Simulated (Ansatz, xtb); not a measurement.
Relative energy of two isomers of CH9NOSi3

Structure I is `N[Si@H]1C[SiH2][SiH2]O1`, a singlet and structure II is `C1N[SiH2]O[SiH2][SiH2]1`, a singlet. Both are isolated molecules in the gas phase, relaxed with PBE0-D3(BJ)/def2-SVP; the shapes shown needn't be the lowest conformers.

I (Å):

```json
{"atom": "C", "x (Å)": "-0.3469", "y (Å)": "-0.5359", "z (Å)": "0.5707"}
{"atom": "N", "x (Å)": "-1.8856", "y (Å)": "1.9441", "z (Å)": "0.3671"}
{"atom": "O", "x (Å)": "0.2542", "y (Å)": "1.3320", "z (Å)": "-1.4518"}
{"atom": "Si", "x (Å)": "-0.3099", "y (Å)": "1.2965", "z (Å)": "0.1376"}
{"atom": "Si", "x (Å)": "-0.7798", "y (Å)": "-1.5077", "z (Å)": "-1.0013"}
{"atom": "Si", "x (Å)": "0.1795", "y (Å)": "0.0319", "z (Å)": "-2.5093"}
{"atom": "H", "x (Å)": "-2.7018", "y (Å)": "1.4180", "z (Å)": "0.0741"}
{"atom": "H", "x (Å)": "-2.0471", "y (Å)": "2.9407", "z (Å)": "0.2732"}
{"atom": "H", "x (Å)": "0.6367", "y (Å)": "2.1266", "z (Å)": "0.9273"}
{"atom": "H", "x (Å)": "0.6722", "y (Å)": "-0.8357", "z (Å)": "0.8723"}
{"atom": "H", "x (Å)": "-1.0203", "y (Å)": "-0.7489", "z (Å)": "1.4152"}
{"atom": "H", "x (Å)": "-2.2668", "y (Å)": "-1.5753", "z (Å)": "-1.1786"}
{"atom": "H", "x (Å)": "-0.2437", "y (Å)": "-2.9035", "z (Å)": "-1.0048"}
{"atom": "H", "x (Å)": "1.5503", "y (Å)": "-0.3251", "z (Å)": "-2.9880"}
{"atom": "H", "x (Å)": "-0.6526", "y (Å)": "0.3695", "z (Å)": "-3.7039"}
```

II (Å):

| atom | x (Å) | y (Å) | z (Å) |
| --- | --- | --- | --- |
| C | -0.8192 | 2.1145 | 0.6420 |
| N | -1.5563 | 1.1342 | -0.1504 |
| O | -0.7073 | -1.1632 | 1.2075 |
| Si | -2.0154 | -0.4000 | 0.5018 |
| Si | 0.8301 | -0.6424 | 1.6109 |
| Si | 1.0099 | 1.5635 | 0.7814 |
| H | -1.2654 | 2.1779 | 1.6506 |
| H | -0.9210 | 3.1269 | 0.2160 |
| H | -1.3564 | 1.1811 | -1.1441 |
| H | -2.5429 | -1.2151 | -0.6252 |
| H | -3.0273 | -0.2160 | 1.5797 |
| H | 1.8457 | -1.5760 | 1.0368 |
| H | 0.9794 | -0.6634 | 3.0999 |
| H | 1.8563 | 2.4494 | 1.6459 |
| H | 1.5902 | 1.5629 | -0.6006 |

Quicker runs give these differences E(II) − E(I): GFN2-xTB −7.8 kcal/mol; HF/STO-3G +13.2 kcal/mol (at GFN2-xTB geometries); r2SCAN-D4/def2-SVP +19.9 kcal/mol (at GFN2-xTB geometries).

Task: Estimate E(II) − E(I) at the level CCSD(T)/def2-SVP + ΔMP2/def2-TZVPP.

Result: Calculated at CCSD(T)/def2-SVP + ΔMP2/def2-TZVPP: E(II) − E(I) = +22.1 kcal/mol, so structure I lies lower.

How the difference moves with the method:

| level | geometry | E(II) − E(I) (kcal/mol) | departure from the last row (kcal/mol) | job, with rough time for the two |
| --- | --- | --- | --- | --- |
| GFN2-xTB | GFN2-xTB | −7.8 | −30.0 | optimisation, 0.28 s |
| HF/STO-3G | GFN2-xTB | +13.2 | −9.0 | single point, 0.42 s |
| r2SCAN-D4/def2-SVP | GFN2-xTB | +19.9 | −2.3 | single point, 4.5 s |
| PBE0-D3(BJ)/def2-SVP | PBE0-D3(BJ)/def2-SVP | +19.5 | −2.6 | optimisation, 2.5 min |
| HF/def2-SVP | PBE0-D3(BJ)/def2-SVP | +17.8 | −4.3 | part of the CCSD(T) run |
| MP2/def2-SVP | PBE0-D3(BJ)/def2-SVP | +19.7 | −2.4 | part of the CCSD(T) run |
| CCSD(T)/def2-SVP | PBE0-D3(BJ)/def2-SVP | +18.1 | −4.0 | single point |
| CCSD(T)/def2-SVP + ΔMP2/def2-TZVPP | PBE0-D3(BJ)/def2-SVP | +22.1 |  | single point, 54 s |

As drawn, II has 1 C–N, 1 Si–H in place of 1 C–Si, 1 N–H. Structure I has a 5-membered ring, II a 6-membered ring.

GFN2-xTB puts the two in the other order. The largest departure from CCSD(T)/def2-SVP + ΔMP2/def2-TZVPP is that of GFN2-xTB, 30.0 kcal/mol. The last row adds to CCSD(T) the change of the MP2 difference between the two basis sets, here +4.0 kcal/mol, a large step that makes the value less sure.

With thermal terms from frequencies at re-optimised GFN2-xTB minima (ideal gas, soft modes damped towards free rotors, one conformer each, 298.15 K, 1 atm): the zero-point term adds −0.7 kcal/mol; ΔH is +21.1 and ΔG +21.7 kcal/mol.

The correlated steps freeze 18 core orbitals. Mirror images aren't counted in ΔG. Run with Ansatz 0.2.0, xtb 6.7.1; the last row on 4 threads of Arm Neoverse V1 on a shared host.

The preference for the five-membered ring with an exocyclic amino group follows mainly from the bonds exchanged. Both isomers keep two Si–O bonds, one Si–N and one Si–Si, so the familiar strength of silicon's bonds to oxygen and nitrogen largely cancels. What remains is that I has an N–H and a C–Si bond where II has an Si–H and a C–N bond. N–H is much stronger than Si–H, while C–Si and C–N are closer in strength, so hydrogen is better placed on nitrogen. Ring strain probably doesn't set the order, since it would be expected to favour the six-membered ring, if either.

Hartree–Fock already gives +17.8 kcal/mol in the def2-SVP basis and CCSD(T) +18.1, so the preference doesn't depend on electron correlation. The reversed order in GFN2-xTB probably reflects its approximate balance of these bond energies rather than poor structures, as r2SCAN-D4 gives +19.9 kcal/mol at the same geometries. The thermal terms leave the preference intact, but it says nothing about the barrier to interconversion.
